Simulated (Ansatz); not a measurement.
# Ligand exchange: IBr + Ge(CH3)3Cl → ICl + Ge(CH3)3Br

Gas-phase species: IBr (iodine monobromide), singlet; Ge(CH3)3Cl, singlet; ICl (iodine monochloride), singlet; Ge(CH3)3Br (bromotrimethylgermane), singlet. The partners trade Br for Cl: I–Br and Ge–Cl bonds give way to I–Cl and Ge–Br.

Shapes, held fixed at every level: PBE0-D4/def2-TZVP. Programs: Ansatz 0.2.0. The zero-point and thermal change to 298 K, harmonic and unscaled (PBE0-D4/def2-TZVP), is -0.1 kJ/mol.

```tsv
level	kind	ΔH(298 K) (kJ/mol)	less CCSD(T)/def2-TZVPP
HF/def2-TZVPP	Hartree–Fock	+29.3	+5.2
B3LYP-D4/def2-TZVPP	global hybrid	+26.0	+1.9
BHLYP-D4/def2-TZVPP	global hybrid	+27.1	+3.0
PBE0-D4/def2-TZVPP	global hybrid	+25.7	+1.6
MP2/def2-TZVPP	perturbation theory	+24.4	+0.3
CCSD/def2-SVP	coupled cluster or CI	+33.7	+9.6
CCSD/def2-TZVPP	coupled cluster or CI	+24.7	+0.6
CCSD(T)/def2-TZVPP	coupled cluster or CI	+24.1	0.0
```

The highest level, CCSD(T)/def2-TZVPP, gives ΔH(298 K) = +24.1 kJ/mol; the levels span +24.1 to +33.7. The column of differences is taken from that level and isn't an error. No measured value is set beside it here. For atoms past krypton def2 sets carry core potentials with scalar relativity. Relativity is left out for Br, Ge. Outer-core shells of Br, Ge, I are correlated, in sets that cover them unevenly.

Every level makes the exchange endothermic, so chlorine stays preferentially on germanium and bromine on iodine. Both bonds to chlorine are stronger than their bromine counterparts, but the advantage is greater at germanium. Germanium is much more electropositive than iodine, so the smaller, more electronegative chlorine gains more from the polar Ge–X bond than from the weakly polar interhalogen bond. The thermal term is almost nil, which makes the preference electronic in origin.

Because the number and broad type of bonds are conserved, much of the correlation energy cancels: even Hartree–Fock gives the right sign, and triples move the CCSD value only from +24.7 to +24.1 kJ/mol. The basis matters more. CCSD falls from +33.7 to +24.7 kJ/mol between def2-SVP and def2-TZVPP, probably because the smaller set describes polarisation and correlation unevenly across the four halogen bonds. The close agreement of MP2 and the coupled-cluster levels in the larger basis therefore doesn't establish convergence to the basis-set limit.
